ABINIT 10.8.3, plane-wave DFT with the PBE functional and JTH PAW v2.0 datasets, for zinc-blende GaP scaled evenly to seven volumes at fixed cell shape and fractional positions. The k mesh is 8×8×8, the plane-wave cutoff 544 eV and the Fermi-Dirac smearing 0.05 eV. Energies are counted from the minimum of the fitted equation of state.

| volume (Å³/atom) | energy (meV/atom) | pressure (GPa) |
| --- | --- | --- |
| 19.03 | 47.14 | 8.790 |
| 19.43 | 27.78 | 6.480 |
| 19.84 | 13.95 | 4.410 |
| 20.24 | 5.08 | 2.550 |
| 20.65 | 0.69 | 0.880 |
| 21.05 | 0.30 | -0.630 |
| 21.45 | 3.53 | -1.980 |

The table follows a crystal of gallium phosphide as its cell is made smaller or larger. The energy is counted from the lowest point of a smooth curve through the rows. That point lies between the volumes 20.65 and 21.05 Å³/atom, and there the pressure changes sign. A positive pressure means that the crystal pushes outwards, a negative one that it has been stretched and pulls back.

The pressure shows most directly that the crystal's resistance to squeezing isn't constant. The volumes are almost evenly spaced, yet the pressure changes by unequal amounts. Between the two smallest cells it drops by 8.79 − 6.48 = 2.31 GPa, and between the two largest by only −0.63 + 1.98 = 1.35 GPa. The crystal becomes harder to squeeze the more it is squeezed, and softer as it is stretched.

## One length carries the whole change

In the zinc-blende structure each gallium atom has four phosphorus neighbours at the corners of a regular tetrahedron, and each phosphorus atom has four gallium neighbours. When the cell is scaled evenly, the angles between the bonds stay as they are. Only the bond length d changes, from 2.31 Å in the smallest cell to 2.41 Å in the largest. The table is therefore a record of what it costs to shorten or lengthen one kind of bond, with all bonds changing together.

Two effects compete over that length. Orbitals on neighbouring atoms couple, and the electrons of the bond gain energy by settling in the lower of the two combined states. The strength of this coupling is tied to the kinetic energy of an electron spread over the distance d, which scales as 1/d². A shorter bond thus means a larger gain.

The same orbitals also overlap, and overlap has a price. Filled states must remain distinct from one another, which raises their energy when the atoms come close. This cost is roughly the product of the overlap and the coupling. If the overlap grows in step with the coupling, the cost scales as the square of 1/d², that is, as 1/d⁴.

The equilibrium bond length is where the two effects balance. On compression the repulsion, with its higher power, soon outruns the gain. On stretching both fade, and the force that pulls the atoms back grows less and less quickly. In this picture, the higher power of the repulsion gives the curve its minimum. The lopsidedness comes from the steepness of both terms together, since each changes faster the shorter the bond.

## From two powers to one formula

The orbitals of gallium and phosphorus differ in energy, so the gain isn't strictly proportional to the coupling. Leaving this aside, write the energy as A/d⁴ − C/d², where A and C are positive constants. This is a quadratic expression in 1/d². Completing the square, and counting the energy E from its minimum, gives

E = D (d₀²/d² − 1)²

Here d₀ is the bond length at the minimum and D sets the stiffness. The bond is a spring after all, but a spring in 1/d² and not in d. The formula is also the second-order form of the Birch equation of state, which can be derived from the strain of a continuous solid without any mention of orbitals.

For a small fractional change x of the bond length, positive for stretching, the formula becomes

E ≈ 4D x² (1 − 3x)

The first factor is the ordinary spring. The bracket holds the asymmetry: a bond shortened by 3 % costs about 9 % more than the ordinary spring would ask, and one lengthened by 3 % about 9 % less.

## A test on the compressed cells

The two constants were fitted only to the four rows from 20.24 to 21.45 Å³/atom, which surround the minimum. An ordinary spring in d, also with two constants, was fitted to the same rows. Both describe that region well, because any smooth minimum looks like a spring from close by. The three smaller cells were left for prediction, and the printed analysis below gives the details.

Take the smallest cell, which was not part of the fit. The fitted d₀ is 2.385 Å and the bond there is 2.312 Å long, so d₀²/d² − 1 is (2.385/2.312)² − 1, or about 0.064. Its square is about 0.0041. Multiplied by the fitted D of 11.28 eV/atom, this gives roughly 46 meV/atom, against a computed energy of 47.14.

The ordinary spring predicts only about 43 meV/atom for the same cell, some 9 % below the computed value. The inverse-square form falls short by about 1 %. It is slightly low in all three compressed cells, so the computed energy rises a little more steeply than the simple powers allow. The agreement supports the shape of the formula. The orbital explanation of that shape remains a theoretical argument, since other steep repulsions would bend the curve in much the same way.

The constant D should not be read as the energy that holds the crystal together. Taken literally, the formula says that pulling the atoms apart would cost D, about 11 eV/atom, whereas the real cohesion is only a few eV. The fit fixes D by the stiffness near the minimum and tests the two powers only there. Far from it they fail, because the coupling between distant orbitals fades much faster than 1/d². The formula describes how the bond resists small changes, not how it breaks.

## What the pressures add

Stiffness against even compression is measured by the bulk modulus, the rise in pressure per fractional loss of volume. Taken from neighbouring pressures in the table, it falls from about 110 GPa between the two smallest cells to about 71 GPa between the two largest. It falls at every step between. A single bulk modulus therefore serves only for small pressures. At several gigapascals the crystal is noticeably stiffer than its bulk modulus at zero pressure suggests.

The rate of stiffening separates the two springs more sharply than the energies do. Near its minimum, a spring in d gains only 1 GPa of bulk modulus for each GPa of pressure, while a spring in 1/d² gains 4. The pressures in the table give about 4.3 across the whole range. Most of the stiffening therefore belongs to the inverse-square form, and the small excess again shows a curve slightly steeper than these powers give. When two power terms compete, this rate at the minimum depends only on the sum of the two powers, so it can't tell whether the repulsion or the bonding term causes the excess.

These pressures lie on average about 0.04 GPa below the slope of the energies. The cause is technical: the pressure is worked out with a fixed set of plane waves, while the energies at different volumes use sets that are adjusted to the cell. The offset slightly shifts the volume at which the pressure passes through zero. It is small beside the pressure steps from which the stiffness was taken.

## Why the starting cell is under pressure

The cell that was scaled to make the series is the row at 20.24 Å³/atom. It is not at rest, for its pressure is 2.55 GPa. Dividing this by the bulk modulus at the minimum, about 77 GPa, gives an expected expansion of 2.55/77, or about 3.3 %. The full curve gives 3.19 %, slightly less than the estimate because the crystal starts out compressed and therefore a little stiffer.

In terms of the bond, this expansion is a lengthening of only about 1 %. The starting cell is close to that of the real crystal, and PBE is well known to bind such solids a little too weakly and to make their bonds slightly too long. The calculation treats the atoms as motionless. Zero-point motion and heat would normally lengthen the bonds further, so leaving them out does not explain the excess.

## A turn in the gap that the energy does not feel

One quantity from the same runs does not follow the smooth course of the energy. The gap between filled and empty states, as seen on the k mesh, widens from 1.52 eV in the smallest cell to 1.64 eV at 20.24 Å³/atom, then narrows to 1.35 eV in the largest. The likely reason is that the lowest empty band has several low points, which belong to electron waves of different wavelength and direction. As the bonds lengthen, some of these points move away from the filled states and others move towards them, so that they take turns at being the lowest. The narrowing also grows steeper from row to row, which hints at more than one such change. The points were not identified, so this remains an interpretation. The mesh can also miss the true band edges, and PBE makes such gaps too small, so neither the sizes nor the place of the turn should be carried over to the real crystal.

The energy curve shows no kink at the turn, and this is as it should be. The total energy depends on the states that hold electrons, and in every row a clear gap separates them from the empty ones. An exchange of order among empty states can change how the absorption of light sets in, but it leaves the force between the atoms untouched.

Numerical output:

```
fit of energy on 4 rows (v > 20): coefficient of (d - s)**2 7975 +/- 48, s 2.385; rms 0.0267, worst 20.65 0.0399, leave-one-out rms 0.155
  rows outside the fit (model, value, miss): 19.03 42.94, 47.14, -4.2; 19.43 26, 27.78, -1.78; 19.84 13.43, 13.95, -0.519
fit of energy on 4 rows (v > 20): coefficient of (s**2/d**2 - 1)**2 11282 +/- 3.8, s 2.385; rms 0.00149, worst 21.05 -0.00205, leave-one-out rms 0.00239
  rows outside the fit (model, value, miss): 19.03 46.54, 47.14, -0.604; 19.43 27.52, 27.78, -0.257; 19.84 13.87, 13.95, -0.0782
Energies in meV/atom against bond length:
    row  bond_A  computed  spring_in_d  inverse_square  mesh_gap_eV
  19.03   2.312     47.14        42.94           46.54        1.517
  19.43   2.328     27.78           26           27.52        1.565
  19.84   2.344     13.95        13.43           13.87         1.61
  20.24    2.36      5.08        5.063           5.079        1.643
  20.65   2.376      0.69       0.7299          0.6906        1.614
  21.05   2.391       0.3       0.2739          0.2979        1.504
  21.45   2.406      3.53        3.548           3.532         1.35
Bond length at the minimum, inverse-square form, A: 2.385
Bond lengthening from given cell to minimum, percent: 1.055
Bond shortening from minimum to smallest cell, percent: 3.064
Miss of spring in d at smallest cell, percent of computed energy: -8.913
Miss of inverse-square form at smallest cell, percent of computed energy: -1.281
Bulk modulus from inverse-square form, GPa: 76.92
Constant D read literally as bonding depth, eV/atom: 11.28
Stiffness between the two smallest cells, GPa: 109.7
Stiffness between the two largest cells, GPa: 70.87
Rise of stiffness per unit pressure, from these two: 4.345
Mean pressure less mean slope of the energies, GPa: -0.04393
```
